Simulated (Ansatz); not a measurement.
## Relative energies of C2H7Ge isomers

2 of its isomers, all doublets with charge 0: A = `[CH3][GeH][CH3]`; B = `[CH2][CH2][GeH3]`.

Shapes, held fixed at every level: PBE0-D4/def2-TZVP. Flexible molecules stand in one conformer, not always the lowest. Programs: Ansatz 0.2.0.

Electronic energies in kJ/mol, without zero-point or thermal terms.

```json
{"level": "HF/def2-SVP", "kind": "Hartree–Fock", "B − A": "+75.9"}
{"level": "PBE-D4/def2-TZVPP", "kind": "GGA", "B − A": "+102.6"}
{"level": "B3LYP-D4/def2-TZVPP", "kind": "global hybrid", "B − A": "+97.9"}
{"level": "wB97M-V/def2-TZVPP", "kind": "range-separated hybrid", "B − A": "+105.8"}
{"level": "MP2/def2-TZVPP", "kind": "perturbation theory", "B − A": "+114.4"}
{"level": "CCSD(T)/def2-SVP", "kind": "coupled cluster or CI", "B − A": "+92.3"}
{"level": "CCSD/def2-TZVPP", "kind": "coupled cluster or CI", "B − A": "+99.9"}
{"level": "CCSD(T)/def2-TZVPP", "kind": "coupled cluster or CI", "B − A": "+102.1"}
```

The highest level, CCSD(T)/def2-TZVPP, puts A lowest of these. All levels agree on that. The B − A difference spans +75.9 to +114.4 kJ/mol over the levels. Open shells run unrestricted. Relativity is left out for Ge. Outer-core shells of Ge are correlated, in sets that cover them unevenly.

The dimethylgermyl radical A lies well below the 2-germylethyl radical B, by +102.1 kJ/mol at CCSD(T)/def2-TZVPP. The bond count explains most of this: going from A to B trades two strong C–H bonds and a Ge–C bond for two weaker Ge–H bonds and a C–C bond. The stronger C–C link repays only part of the cost. Put differently, the unpaired electron sits where the bond to hydrogen it replaces is weakest, on germanium. Hyperconjugation with the β Ge–C bond can stabilise the carbon radical in B, but evidently not enough to reverse the order.

In the same small basis, correlation raises the gap from +75.9 to +92.3 kJ/mol, so Hartree–Fock gets the order right but underestimates the preference. MP2 overshoots, whereas the triples correction to CCSD is small, which suggests that the coupled-cluster treatment of correlation is nearly settled. Zero-point energy would probably narrow the gap somewhat, because A has more of the stiff C–H bonds.
